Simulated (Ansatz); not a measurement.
## Redistribution: C3HF5O + CH3I → C3H2F4O + CH2FI

Species: C3HF5O `FC(F)C1(F)OC1(F)F`, singlet; CH3I (methyl iodide) `CI`, singlet; C3H2F4O `FC(F)C1OC1(F)F`, singlet; CH2FI `FCI`, singlet. The partners trade F for H; both sit on C, so the bond types are kept.

Shapes, held fixed at every level: PBE0-D4/def2-TZVP. Flexible molecules stand in one conformer, not always the lowest. Programs: Ansatz 0.2.0. The zero-point and thermal change to 298 K, harmonic and unscaled (PBE0-D4/def2-TZVP), is +2.6 kJ/mol.

| level | kind | ΔH(298 K) (kJ/mol) | less CCSD(T)/def2-TZVPP |
| --- | --- | --- | --- |
| PBE-D4/def2-TZVPP | GGA | +20.2 | -3.5 |
| r2SCAN-D4/def2-TZVPP | meta-GGA | +24.0 | +0.3 |
| PBE0-D4/def2-TZVPP | global hybrid | +22.9 | -0.8 |
| wB97M-V/def2-TZVPP | range-separated hybrid | +24.4 | +0.7 |
| wB97X-V/def2-TZVPP | range-separated hybrid | +24.2 | +0.5 |
| B2PLYP/def2-TZVPP | double hybrid | +19.7 | -4.0 |
| MP2/def2-TZVPP | perturbation theory | +23.5 | -0.2 |
| CCSD(T)/def2-TZVPP | coupled cluster or CI | +23.7 | 0.0 |

The highest level, CCSD(T)/def2-TZVPP, gives ΔH(298 K) = +23.7 kJ/mol; the levels span +19.7 to +24.4. The column of differences is taken from that level and isn't an error. No measured value is set beside it here. For atoms past krypton def2 sets carry core potentials with scalar relativity. Outer-core shells of I are correlated in most correlated rows, in sets that cover them unevenly.

Moving fluorine from the epoxide to methyl iodide is endothermic at every level, with +23.7 kJ/mol from CCSD(T). The vibrational and thermal part is only +2.6 kJ/mol, so the preference is mainly electronic. The fluorine that leaves sits on a ring carbon that also bears oxygen, where donation from an oxygen lone pair into the C–F antibonding orbital can stabilise the molecule, though it tends to weaken the C–F bond itself. In CH2FI its geminal partner is iodine, a less electronegative atom whose diffuse lone pairs probably give much weaker stabilisation of this kind. Relief of ring strain and of repulsion between neighbouring fluorines should favour the products, but evidently doesn't outweigh the loss.

Because the bond types are kept, much of the error in describing C–F and C–H bonds should cancel, which suits the narrow spread. Agreement doesn't improve steadily with the class of functional: B2PLYP lies further from CCSD(T) than PBE-D4 does. The net enthalpy alone can't apportion the preference between lone-pair donation, strain and fluorine repulsion.
